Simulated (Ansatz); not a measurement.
## Ag: a vibration from a frozen displacement

Theory: DFT PBEsol, scalar-relativistic, plane waves, PAW in Ansatz 0.2.0. Settings: plane waves to 420 eV, k-mesh 18×18×6 (Γ-centred), Gaussian smearing 0.15 eV. No spin polarisation. Energies are free energies at this smearing, counted from the undisturbed cell; pressure is positive in compression.

The undisturbed cell (relaxed at this level; with this scan's settings it stands at 0.1 GPa; this form isn't the usual structure):

```
Ag
1.0
     2.87095    0.00000    0.00000
    -1.43548    2.48632    0.00000
     0.00000    0.00000    9.33806
Ag
4
Direct
  0.33333 0.66667 0.25000
  0.66667 0.33333 0.75000
  0.00000 0.00000 0.00000
  0.00000 0.00000 0.50000
```

Atom 3 (Ag) is moved by x along the Cartesian unit vector (1.000, 0.000, 0.000); the cell and all other atoms stay fixed. The cell's volume is 66.66 Å³; the moved atoms weigh 107.868 u together and the others 323.605 u.

```csv
x (Å),ΔE (meV/cell),total force on the moved atoms along the move (eV/Å),pressure (GPa)
-0.1000,5.93,0.1182,0.1183
-0.0600,2.14,0.0712,0.0873
0.0000,0.00,0.0000,0.0698
0.0800,3.80,-0.0947,0.1009
```

Question: What frequency belongs to this motion?

Answer: The force constant is k = −dF/dx = 1.185 eV/Å², from the parabola through x = -0.0600, 0 and 0.0800. In every cell the moved atoms swing against the rest, so the mass is μ = m₁m₂/(m₁ + m₂) = 80.901 u, and ν̃ = 521.5 cm⁻¹ × √(|k|/μ) = 63 cm⁻¹. The pattern needn't be a normal mode: ν̃² is then a weighted mean of the squared nonzero frequencies at the zone centre of this cell, so it lies between the lowest and the highest of them.

Question: How far does the harmonic law reach?

Answer: At x = -0.100 Å, kx²/2 = 5.93 meV against the computed 5.93 meV (-0.0 %): the well is still close to harmonic there.

In a metal these slopes depend on the k mesh and the smearing.

Cost: 4 runs of about 4.9 core-minutes in all, on Intel Xeon Platinum 8175M (Skylake/Cascade Lake) (shared hosts).

The cell holds one atom per close-packed layer, so the displacement slides a whole layer rigidly between its neighbours and leaves the bonds within it unstretched. The restoring force comes only from the contacts between layers, which shear changes less than a direct stretch would. Together with silver's large mass and weakly directional metallic bonding, this explains a value as low as 63 cm⁻¹. The motion corresponds to transverse acoustic vibrations along the stacking direction, folded back to the zone centre by the four-layer repeat.

The moved atom sits at an inversion centre, with a locally fcc-like stacking, so odd anharmonic terms vanish by symmetry and the near-perfect parabola is unsurprising. Anharmonicity does show in the coupling to volume: the pressure rises for displacements of either sign, which implies that this shear stiffens on compression, the usual behaviour of a close-packed metal. The positive curvature shows that the stacking resists this particular slide, but says nothing about its energy relative to the fcc ground state.
